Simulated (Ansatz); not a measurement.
AlFe3C: the change of energy above lowest point with volume scale

All results are calculated (Ansatz 0.2.0). Free energy against uniform scaling of the volume at fixed shape and fractions; periodic cell, basis, potentials, k mesh and filling as listed.

The cell before it is scaled or strained (space group Pm-3m, No. 221):
```
cell vectors (Å)
   3.8024     0.0000     0.0000
   0.0000     3.8024     0.0000
   0.0000     0.0000     3.8024
atoms (fractions of the cell vectors)
Al  0.00000  0.00000  0.00000
Fe  0.00000  0.50000  0.50000
Fe  0.50000  0.50000  0.00000
Fe  0.50000  0.00000  0.50000
C   0.50000  0.50000  0.50000
```

Settings of every row: functional LDA; dispersion none; potentials PAW; wave cutoff 550 eV; density cutoff 2200 eV; k mesh 6x6x6; k shift 0x0x0; occupations fermi dirac; smearing width 0.1 eV; spin collinear.

Limits: coarse k mesh, up to 40 meV an atom off; minimum outside the range; state may not be the lowest; the cell comes from a prototype or a list of computed structures and needn't be the stable phase.

| row | volume scale | V (Å³/atom) | energy above lowest point (meV/atom) |
| --- | --- | --- | --- |
| 1 | 0.9406 | 10.342 | 0 |
| 2 | 0.9703 | 10.669 | 31.9 |
| 3 | 1 | 10.995 | 73.7 |
| 4 | 1.0297 | 11.322 | ? |
| 5 | 1.0594 | 11.648 | 182.4 |

Question: what energy above lowest point should row 4 give?

Worked fit of energy above lowest point. Take u = (V_r/V)^(2/3) − 1 with V_r = 10.832 Å³ an atom, which is twice the finite (Eulerian) strain; such expansions in the strain, on which the Birch-Murnaghan equation of state is built, carry the rest volume and the bulk modulus. The shown rows have u = 0.03134, 0.01016, -0.00991, -0.04727. Least squares give energy above lowest point = 51.62 − 2092.8 × u + 14251 × u² meV/atom; a straight line predicts inner rows, each left out in turn, worse (root mean square 14 against 0.15 meV/atom). The rows lie off it by 0.0, 0.1, -0.1, 0.0. The withheld row has u = -0.02906, so the fit gives 51.62 − 2092.8 × (-0.02906) + 14251 × (-0.02906)² = 124.5 meV/atom.

The calculation gave 124.2 meV/atom. The fit lies 0.3 meV/atom (0.16 % of the column's range) above it; its largest miss of a shown row is 0.1 meV/atom.
